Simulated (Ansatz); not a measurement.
## A series in volume scale on TiTe₂

Results calculated with Ansatz 0.2.0, not measured. Free energy against uniform scaling of the volume at fixed shape and fractions; periodic cell, basis, potentials, k mesh and filling as listed.

The cell before it is scaled or strained (space group P-3m1, No. 164):
```
cell vectors (Å)
   3.7770     0.0000     0.0000
  -1.8885     3.2710     0.0000
   0.0000     0.0000     6.4980
atoms (fractions of the cell vectors)
Ti  0.00000  0.00000  0.00000
Te  0.66667  0.33333  0.26280
Te  0.33333  0.66667  0.73720
```

Settings of every row: functional PBE; dispersion none; potentials PAW; wave cutoff 500 eV; density cutoff 2000 eV; k mesh 10x10x5; k shift 0x0x0; occupations fermi dirac; smearing width 0.1 eV; spin none; SCF threshold exponent -7.

Limits: a layered crystal: even scaling strains the bonds within the layers, so this curve is stiffer than the crystal under pressure; coarse k mesh, up to 40 meV an atom off; stress loosely converged; no spin-orbit coupling, which can matter with elements this heavy.

| row | volume scale | V (Å³/atom) | pressure (GPa) | energy above lowest point (meV/atom) |
| --- | --- | --- | --- | --- |
| 1 | 0.9 | 24.084 | 9.46 | 81.3 |
| 2 | 0.925 | 24.753 | 6.9 | 47.3 |
| 3 | 0.95 | 25.422 | ? | ? |
| 4 | 0.975 | 26.091 | 2.67 | 8.1 |
| 5 | 1 | 26.76 | 0.93 | 0.6 |
| 6 | 1.025 | 27.429 | -0.6 | 0 |
| 7 | 1.05 | 28.098 | -1.95 | 5.4 |
| 8 | 1.075 | 28.767 | -3.14 | 16.1 |
| 9 | 1.1 | 29.436 | -4.18 | 31.4 |

Question: what pressure and energy above lowest point should row 3 give?

Worked fit of pressure. Take u = (V_r/V)^(2/3) − 1 with V_r = 27.095 Å³ an atom, which is twice the finite (Eulerian) strain; such expansions in the strain, on which the Birch-Murnaghan equation of state is built, carry the rest volume and the bulk modulus. The shown rows have u = 0.0817, 0.06212, 0.02549, 0.00833, -0.00813, -0.02394, -0.03913, -0.05375. Least squares give pressure = 0.138 + 93.02 × u + 244.4 × u² + 166 × u³ GPa; a parabola predicts inner rows, each left out in turn, worse (root mean square 0.013 against 0.0022 GPa). All shown rows lie on it to the printed digit. The pressure vanishes at u = -0.0015, or V = 27.16 Å³ an atom, and there the bulk modulus at fixed shape and fractions is B = −V dP/dV = (2/3)(1 + u) dP/du = 61.4 GPa. Letting shape and atoms relax would as a rule lower it, by much in layered, chain or molecular crystals. The withheld row has u = 0.04341, so the fit gives 0.138 + 93.02 × (0.04341) + 244.4 × (0.04341)² + 166 × (0.04341)³ = 4.65 GPa.

The calculation gave 4.65 GPa. The fit meets it to the printed digit.

Worked fit of energy above lowest point. Take u = (V_r/V)^(2/3) − 1 with V_r = 27.095 Å³ an atom, which is twice the finite (Eulerian) strain; such expansions in the strain, on which the Birch-Murnaghan equation of state is built, carry the rest volume and the bulk modulus. The shown rows have u = 0.0817, 0.06212, 0.02549, 0.00833, -0.00813, -0.02394, -0.03913, -0.05375. Least squares give energy above lowest point = −0.48 + 35.8 × u + 11750 × u² + 783 × u³ meV/atom; a parabola predicts inner rows, each left out in turn, worse (root mean square 0.061 against 0.037 meV/atom). All shown rows lie on it to the printed digit. Its lowest point lies at u = -0.0015, or V = 27.16 Å³ an atom, and the curvature there gives the bulk modulus at fixed shape and fractions, B = (4/9)(1 + u)² E″(u)/V = 61.4 GPa. Letting shape and atoms relax would as a rule lower it, by much in layered, chain or molecular crystals. The withheld row has u = 0.04341, so the fit gives −0.48 + 35.8 × (0.04341) + 11750 × (0.04341)² + 783 × (0.04341)³ = 23.3 meV/atom.

The calculation gave 23.3 meV/atom. The fit meets it to the printed digit.
